## One crystal, five band gaps

The band gap is the energy between the highest filled and the lowest empty electron state of a crystal. It is a property of the material, yet a calculation gives it only through an approximate treatment of how electrons avoid one another. In the table below the crystal is held fixed and this treatment changes from row to row. The questions after it lead from reading the numbers to judging them.

Band gaps of Sb2Se3 (space group Pnma, 20 atoms in the cell), computed with Ansatz 0.2.0, plane-wave PAW, at the geometry relaxed with r2SCAN+rVV10. The k mesh is 2×6×2 (2×4×2 for HSE06 and PBE0) and the plane-wave cutoff 420 eV (500 eV for r2SCAN). PBE band edges are searched along lines between named k points; the other levels are read at k points located with PBE.

| level of theory | band gap (eV) | least direct gap (eV) |
| --- | --- | --- |
| PBE | 0.891 | 0.908 |
| r2SCAN | 1.130 | 1.160 |
| HSE06 | 1.403 | 1.434 |
| PBE+SOC | 0.813 | 0.825 |
| PBE0 | 1.950 | 1.979 |

### 1. Which levels give the smallest and the largest gap, and can the structure be the reason?

PBE with spin-orbit coupling (PBE+SOC) gives the smallest gap, 0.81 eV, and PBE0 the largest, 1.95 eV. The ratio is 2.4. All atoms sit at the same places in all five rows, so the structure is not the reason. What changes is the treatment of the electrons and, to a lesser degree, some numerical settings (question 7). The price of this clean comparison is that PBE is not at its own equilibrium. It finds the crystal under a pressure of about 2 GPa and would expand it, and its gap after that expansion was not computed.

### 2. Is the gap direct or indirect?

In an indirect gap the two band edges lie at different wave vectors, so an electron that crosses it must also change its crystal momentum. The least direct gap is the smallest one without such a change. In PBE the edges do lie apart, on the line from Γ to Z, but the least direct gap is only 0.02 eV larger than the band gap. In no row does the difference exceed about 0.03 eV, which is close to the thermal energy at room temperature.

For most purposes the gap can therefore be treated as direct. The finer distinction is best founded for PBE, where the edges were searched along lines between the named points, because the other levels were read at points located with PBE and their own edges may lie slightly elsewhere. Edges away from these lines were not looked for at any level.

### 3. Why does r2SCAN give a larger gap than PBE?

PBE builds its exchange and correlation from the electron density and its gradient. All electrons then feel one common potential, whichever state they occupy, and gaps from such a potential usually come out too small. r2SCAN also uses the kinetic energy density, which depends on the orbitals themselves. Its potential can therefore act differently on filled and empty states.

Here this opens the gap by 0.24 eV, nearly half of what HSE06 achieves. That the orbital dependence is the cause is the standard explanation; the table shows only the size of the effect. The r2SCAN run also used a higher plane-wave cutoff, whose share was not tested separately but should be small.

### 4. What does exact exchange do, and what if there were less of it?

Exact exchange is computed from the orbitals. It lowers an electron's energy more, the more its state shares space with filled states of the same spin. The filled states of a crystal can be recombined into localised orbitals. A filled state is built from these and gains the exchange of each with itself, while an empty state is orthogonal to them all, has no such term and gains less. Mixing in exact exchange therefore pulls the valence edge down relative to the conduction edge, and the gap opens.

HSE06 replaces a quarter of the PBE exchange by exact exchange, but only at short distance. With the fraction set to zero it becomes PBE again, so the two rows are the ends of one scale. The step between them is 0.51 eV. If the gap grows evenly along this scale, every five percentage points of exchange are worth 0.10 eV, and a fraction of 20 % would give a gap of 1.30 eV. No run at an intermediate fraction tests the straight line.

### 5. HSE06 and PBE0 use the same fraction. Why do their gaps differ by half an electronvolt?

They differ in reach. PBE0 applies its quarter of exact exchange at all distances, whereas HSE06 keeps PBE exchange at long range. The step from HSE06 to PBE0, 0.55 eV, is thus the effect of the long-range part, as far as the k mesh resolves it (question 7).

Its size can be estimated without any fit to the table. The long-range part of the repulsion between two electrons at distance r is erf(ωr)/r in atomic units, where erf is the error function and ω, about 0.11 per bohr, sets the border between short and long range. This function has no spike at r = 0. It levels off there at 2ω/√π and changes only over distances of about 1/ω, or 5 Å.

Suppose that this distance is large compared with the range over which the filled states, taken together, are correlated. The interaction can then be replaced by its value at r = 0. A filled state is lowered by that full value, and an empty state, being orthogonal to all filled ones, is not lowered at all. The gap opens by

0.25 × 2ω/√π = 0.25 × 2 × 0.11/1.77 hartree ≈ 0.031 hartree ≈ 0.84 eV.

The computed step is 65 % of this limit. A shortfall is expected, since the interaction does weaken over the range in question: the filled state gains less than the full value, and the empty state gains something. The estimate also ignores the long-range PBE exchange that is taken out and the response of the orbitals, so it is not a strict upper bound on the step. It gives the right order of size and shows how an interaction without a spike at short distance can still open the gap by some tenths of an electronvolt, but it cannot supply the missing third.

The limit contains no property of Sb2Se3. A step of some tenths of an electronvolt should therefore appear in other semiconductors too, and come nearer to the limit where the electrons are more tightly localised.

Whether the step belongs in a real crystal is another matter. There, the other electrons screen exchange at long distance, roughly by the dielectric constant. For Sb2Se3 this constant is above ten, as a rough recalled value, so less than a tenth of the long-range exchange should survive. PBE0 keeps a quarter, which is a good reason to expect its gap to be too large.

### 6. What does spin-orbit coupling change, and what if antimony were replaced by bismuth?

Spin-orbit coupling ties an electron's spin to its motion around the nucleus and grows steeply with nuclear charge. In PBE it narrows the gap by 0.08 eV. Most of this comes from the conduction edge, which falls by 0.06 eV, while the valence edge rises by only 0.01 eV. This division assumes that both runs share one zero of energy, as they should for the same crystal and functional. On the mesh points alone the narrowing is only 0.05 eV, again mostly from the conduction edge, so its size depends on where the bands are read, and the spin-orbit edges were read at the points found without the coupling.

This fits the usual picture of the bonding, not checked by projection in these runs, in which the lowest empty states are mainly p states of antimony and the highest filled ones have much selenium p character. Antimony is the heavier atom. The coupling mixes its p states with one another, and the lowest of them is pushed down by those above. With bismuth in the same structure the same mechanism should narrow the gap considerably more, though no row here tests it.

### 7. Which digits can be trusted, and which level comes closest to nature?

The third decimal is only good for bookkeeping. The band edges fall between the points of the k mesh, and gaps read on the mesh alone would be 0.05 to 0.11 eV larger than those in the table. The table avoids this error by reading the levels close to the edges, but the density and the exchange behind them still come from the coarse mesh. HSE06 and PBE0 had only four mesh points along b where the other levels had six, so the step from PBE to HSE06 also contains a change of mesh.

PBE0 is probably hit hardest, though no convergence test was made. Its long-range exchange is concentrated in a narrow range of wave vectors, about as wide as the spacing of the mesh along b. A large part of it is therefore expected to fall in the mesh cell around zero wave vector, where the result rests on how the program treats the Coulomb singularity. Read on the mesh, the step from HSE06 to PBE0 is 0.59 instead of 0.55 eV. This may be a true variation between wave vectors or a sampling error, and only a denser mesh could tell. The short-range step moves the other way, to 0.49 eV on the mesh, where PBE and HSE06 also have different points. The long-range step is the larger in both readings, but by 0.035 eV in one and 0.10 eV in the other, so the two are best called comparable.

The measured gap near room temperature is roughly 1.2 eV, a recalled value. If the spin-orbit shift found with PBE is carried over to the other levels, r2SCAN comes to about 1.1 eV, HSE06 to 1.3 eV and PBE0 to 1.9 eV. The first two lie on either side of the measured gap, at distances that temperature, zero-point motion, small errors in the relaxed structure and the borrowed shift could alter, so the table does not decide between them. The gap is expected to widen on cooling, which would shift the comparison for these fixed atoms towards HSE06. PBE0 is too high by far more than that.

PBE holds a last lesson. Adding spin-orbit coupling, which is real physics, moves its gap further from the measured one, because leaving the coupling out had been hiding part of the error in exchange and correlation. A level of theory should be judged after the missing effects are added, not before. The output printed below gives the steps and the estimate in full.

Output of the analysis:

```
Gaps in eV:
      row  gap less PBE gap  direct less smallest gap  mesh gap less table gap  gap with PBE spin-orbit shift  same less rough measured 1.2
      PBE                 0                     0.017                  0.07776                          0.813                        -0.387
   r2SCAN             0.239                      0.03                  0.04864                          1.052                        -0.148
    HSE06             0.512                     0.031                  0.05813                          1.325                         0.125
  PBE+SOC            -0.078                     0.012                   0.1052                          0.813                        -0.387
     PBE0             1.059                     0.029                   0.1021                          1.872                         0.672
Largest gap over smallest gap, ratio: 2.399
Thermal energy kT at 300 K, eV: 0.02585
r2SCAN opening as percentage of HSE06 opening over PBE: 46.68
Short-range exchange step, PBE to HSE06, eV: 0.512
Long-range exchange step, HSE06 to PBE0, eV: 0.547
Short-range part of whole PBE to PBE0 opening, percent: 48.35
Long-range step read on the mesh points only, eV: 0.5909
Long-range step, mesh reading less table reading, eV: 0.04393
Gap change for 5 points of short-range exchange fraction, linear, eV: 0.1024
HSE06-type gap at 20 percent exchange, linear, eV: 1.301
Smooth-interaction limit of the long-range step, eV: 0.8444
Computed long-range step as percentage of that limit: 64.78
Width 2 omega of the long-range kernel in q, per bohr: 0.22
k spacing along b for the hybrids, per bohr: 0.2084
k spacing along a for the hybrids, per bohr: 0.1383
Spin-orbit shift of the conduction edge in PBE, eV: -0.06374
Spin-orbit shift of the valence edge in PBE, eV: 0.01392
```
